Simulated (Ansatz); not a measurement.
KCaCl₃: the change of energy above lowest point and pressure with volume scale

Free energy against uniform scaling of the volume at fixed shape and fractions; periodic cell, basis, potentials, k mesh and filling as listed. The results are calculated, by Ansatz 0.2.0.

The cell before it is scaled or strained (space group Pm-3m, No. 221):
```
CELL_PARAMETERS angstrom
5.39350 0.00000 0.00000
0.00000 5.39350 0.00000
0.00000 0.00000 5.39350
ATOMIC_POSITIONS crystal
K 0.00000 0.00000 0.00000
Ca 0.50000 0.50000 0.50000
Cl 0.00000 0.50000 0.50000
Cl 0.50000 0.00000 0.50000
Cl 0.50000 0.50000 0.00000
```

Settings of every row: functional PBEsol; dispersion none; potentials PAW; wave cutoff 462.59 eV; density cutoff 1850.4 eV; k mesh 4x4x4; k shift 0x0x0; occupations cold; smearing width 0.05 eV; spin none.

Limits: the cell comes from a prototype or a list of computed structures and needn't be the stable phase.

```
row  volume scale  V (Å³/atom)  energy above lowest point (meV/atom)  pressure (GPa)
  1          0.92       28.869                                   2.9            0.98
  2        0.9467       29.707                                     0            0.15
  3        0.9733       30.541                                   1.1           -0.56
  4             1       31.379                                     ?               ?
  5        1.0267       32.217                                  13.3            -1.7
  6        1.0533       33.052                                  23.3           -2.14
  7          1.08        33.89                                  35.5           -2.53
```

Question: what energy above lowest point and pressure should row 4 give?

Worked fit of energy above lowest point. Take u = (V_r/V)^(2/3) − 1 with V_r = 31.379 Å³ an atom, which is twice the finite (Eulerian) strain; such expansions in the strain, on which the Birch-Murnaghan equation of state is built, carry the rest volume and the bulk modulus. The shown rows have u = 0.05715, 0.03718, 0.01821, -0.01742, -0.03404, -0.05003. Least squares give energy above lowest point = 5.73 − 346 × u + 5077 × u² + 1984 × u³ meV/atom; a parabola predicts inner rows, each left out in turn, worse (root mean square 0.12 against 0.037 meV/atom). All shown rows lie on it to the printed digit. Its lowest point lies at u = 0.0334, or V = 29.87 Å³ an atom, and the curvature there gives the bulk modulus at fixed shape and fractions, B = (4/9)(1 + u)² E″(u)/V = 26.9 GPa. The withheld row has u = 0, so the fit gives 5.73 − 346 × (0) + 5077 × (0)² + 1984 × (0)³ = 5.7 meV/atom.

The calculation gave 5.7 meV/atom. The fit meets it to the printed digit.

Worked fit of pressure. Take u = (V_r/V)^(2/3) − 1 with V_r = 31.379 Å³ an atom, which is twice the finite (Eulerian) strain; such expansions in the strain, on which the Birch-Murnaghan equation of state is built, carry the rest volume and the bulk modulus. The shown rows have u = 0.05715, 0.03718, 0.01821, -0.01742, -0.03404, -0.05003. Least squares give pressure = −1.173 + 31.98 × u + 98.9 × u² GPa; a straight line predicts inner rows, each left out in turn, worse (root mean square 0.11 against 0.0057 GPa). The rows lie off it by 0.00, 0.00, 0.00, 0.00, 0.01, 0.00. The pressure vanishes at u = 0.0333, or V = 29.88 Å³ an atom, and there the bulk modulus at fixed shape and fractions is B = −V dP/dV = (2/3)(1 + u) dP/du = 26.6 GPa. The withheld row has u = 0, so the fit gives −1.173 + 31.98 × (0) + 98.9 × (0)² = -1.17 GPa.

The calculation gave -1.17 GPa. The fit meets it to the printed digit.
